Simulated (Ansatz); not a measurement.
A family of molecules: the dipole moment

One atom is swapped for its congeners: BH(CH3)(SH); AlH(CH3)(SH); GaH(CH3)(SH). All are singlets with charge 0.

Shapes, held fixed at every level: PBE0-D4/def2-TZVP. Flexible molecules stand in one conformer, not always the lowest. Programs: Ansatz 0.2.0. Values in D.

| level | BH(CH3)(SH) | AlH(CH3)(SH) | GaH(CH3)(SH) |
| --- | --- | --- | --- |
| PBE-D4/def2-TZVPP | 0.45 | 0.97 | 1.88 |
| r2SCAN-D4/def2-TZVPP | 0.54 | 1.03 | 1.97 |
| B3LYP-D4/def2-TZVPP | 0.53 | 1.03 | 1.91 |
| wB97M-V/def2-TZVPP | 0.53 | 1.08 | 1.94 |

At wB97M-V/def2-TZVPP the dipole moment rises at every step, from 0.53 to 1.94 D. Every level shows the same order. Relativity is left out for Ga unless named. Magnitudes only: a dipole under 1 D may point either way.

The dipole grows from boron through aluminium to gallium, and the differences between the molecules are far larger than the spread among functionals, so the ordering does not hinge on the choice of functional. Electronegativity alone cannot explain it: aluminium is more electropositive than both boron and gallium, the latter because its filled 3d shell screens the nuclear charge poorly. Bond polarity by itself would therefore put the maximum at aluminium.

The molecular dipole is instead a vector sum over the bonds to hydrogen, carbon and sulfur, together with the sulfur lone pairs. In the boron compound, sulfur-to-boron π donation probably offsets part of the σ polarisation, an effect that weakens for the heavier elements with their longer bonds and more diffuse p orbitals. The further rise at gallium suggests less complete cancellation among the bond contributions, rather than more ionic bonds. The totals thus support a ranking of overall polarity, but not one of the charge on the central atom or of the polarity of its bond to sulfur.
